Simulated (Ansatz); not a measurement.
# In2O: pressure and energy above lowest point against volume per atom

Equation of state of a cubic crystal from periodic Kohn-Sham density functional theory without spin; pressure corrected for the finite basis. The results are calculated, by Ansatz 0.2.0 development build.

Cell of the first row (space group Fm-3m, No. 225):
```
In2O
1.0
      0.0000     3.1404     3.1404
      3.1404     0.0000     3.1404
      3.1404     3.1404     0.0000
In O
2 1
Direct
  0.25000 0.25000 0.25000
  0.75000 0.75000 0.75000
  0.00000 0.00000 0.00000
```

Settings of every row: formula In2O; structure type antifluorite; functional PBE; spin treatment none; k mesh 10x10x10; occupation method fermi-dirac; occupation width 0.061225619 eV; wave cutoff 420 eV; datasets soft-1 PAW; density cutoff ratio 4.

Limits: a cubic model structure, not a phase known at ambient conditions; modest k-mesh, values are not fully converged in k.

```
row  volume per atom (Å³)  pressure (GPa)  energy above lowest point (meV/atom)
  1                20.648           3.144                                 12.19
  2                21.087           1.972                                  5.19
  3                21.526               ?                                     ?
  4                21.966          -0.001                                     0
  5                22.405          -0.832                                  1.16
  6                22.844          -1.573                                  4.48
  7                23.284          -2.229                                   9.7
```

Question: what pressure and energy above lowest point should row 3 give?

Worked fit of pressure. Take u = (V_r/V)^(2/3) − 1 with V_r = 22.186 Å³ an atom, which is twice the finite (Eulerian) strain; such expansions in the strain, on which the Birch-Murnaghan equation of state is built, carry the rest volume and the bulk modulus. The shown rows have u = 0.04906, 0.03445, 0.00667, -0.00653, -0.0193, -0.03169. Least squares give pressure = −0.4312 + 63.021 × u + 199.66 × u² GPa; a straight line predicts inner rows, each left out in turn, worse (root mean square 0.13 against 0.0042 GPa). The rows lie off it by 0.003, -0.005, 0.001, 0.002, 0.000, -0.001 (root mean square 0.0026 GPa). The pressure vanishes at u = 0.0067, or V = 21.96 Å³ an atom, and there the bulk modulus at fixed shape and fractions is B = −V dP/dV = (2/3)(1 + u) dP/du = 44.1 GPa. The withheld row has u = 0.02034, so the fit gives −0.4312 + 63.021 × (0.02034) + 199.66 × (0.02034)² = 0.933 GPa.

The calculation gave 0.93 GPa. The fit lies 0.003 GPa (0.056 % of the column's range) above it; its largest miss of a shown row is 0.005 GPa.

Worked fit of energy above lowest point. Take u = (V_r/V)^(2/3) − 1 with V_r = 22.186 Å³ an atom, which is twice the finite (Eulerian) strain; such expansions in the strain, on which the Birch-Murnaghan equation of state is built, carry the rest volume and the bulk modulus. The shown rows have u = 0.04906, 0.03445, 0.00667, -0.00653, -0.0193, -0.03169. Least squares give energy above lowest point = 0.299 − 89.69 × u + 6624.9 × u² + 2926 × u³ meV/atom; a parabola predicts inner rows, each left out in turn, worse (root mean square 0.058 against 0.0078 meV/atom). The rows lie off it by 0.00, 0.00, 0.00, -0.01, 0.00, 0.00. Its lowest point lies at u = 0.0067, or V = 21.96 Å³ an atom, and the curvature there gives the bulk modulus at fixed shape and fractions, B = (4/9)(1 + u)² E″(u)/V = 43.9 GPa. The withheld row has u = 0.02034, so the fit gives 0.299 − 89.69 × (0.02034) + 6624.9 × (0.02034)² + 2926 × (0.02034)³ = 1.24 meV/atom.

The calculation gave 1.26 meV/atom. The fit lies 0.02 meV/atom (1.6 % of the value, 0.16 % of the column's range) below it; its largest miss of a shown row is 0.01 meV/atom.
